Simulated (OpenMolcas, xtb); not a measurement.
A ladder of methods for CH3BClFO (methoxychlorofluoroborane)

CH3BClFO has 8 atoms, charge 0, and is taken as a singlet. As SMILES, `COB(F)Cl`. The coordinates come from a PBE0-D4/def2-TZVP relaxation. This is one conformer, not always the lowest.

```
atom    x (Å)    y (Å)    z (Å)
   C   0.6620  -0.4154   0.8046
   O  -0.1223  -0.6545  -0.3475
   B  -0.7824   0.2649  -1.0514
   F  -1.4666  -0.1299  -2.1088
  Cl  -0.8018   1.9856  -0.6585
   H   1.7006  -0.6588   0.5760
   H   0.3089  -1.0728   1.5997
   H   0.5937   0.6237   1.1300
```

Each level gives the dipole moment (D). The values are calculated.

```csv
level,kind,program,value (D),CPU time
GFN0-xTB,semi-empirical,xtb,2.58,under 2 s
HF/cc-pVDZ,Hartree–Fock,OpenMolcas,2.66,13 s
SVWN5/cc-pVDZ,LDA,OpenMolcas,2.35,38 s
BLYP/cc-pVDZ,GGA,OpenMolcas,2.27,48 s
M06-L/cc-pVDZ,meta-GGA,OpenMolcas,2.43,65 s
r2SCAN/cc-pVDZ,meta-GGA,OpenMolcas,2.40,64 s
M06-2X/cc-pVDZ,hybrid meta-GGA,OpenMolcas,2.47,65 s
```

The values span 2.27 to 2.66 D. Magnitudes only. CPU times are rough (shared hosts, several kinds of processor): they show what a rung costs within a factor of a few.

Every level makes this conformer distinctly polar. The methyl group lies anti to fluorine across the O–B bond, so the C–O and B–F bond moments point largely the same way and reinforce each other. Donation from the O, F and Cl lone pairs into the formally empty boron p orbital works against the σ polarisation, so the dipole reflects a balance between the two rather than electronegativity alone.

Hartree–Fock gives the largest moment, 2.66 D, and BLYP the smallest, 2.27 D, with the other density functionals in between, probably because they describe this σ/π balance differently. The sequence does not rise steadily with functional sophistication: BLYP falls below SVWN5, and M06-2X lies only slightly above M06-L. The GFN0-xTB value is close to Hartree–Fock, but this suggests no shared description of the density, given how differently the two are built. The polar character is therefore well supported, whereas the spread alone cannot identify the most accurate value. Rotating the methyl group towards fluorine would probably lower the moment.
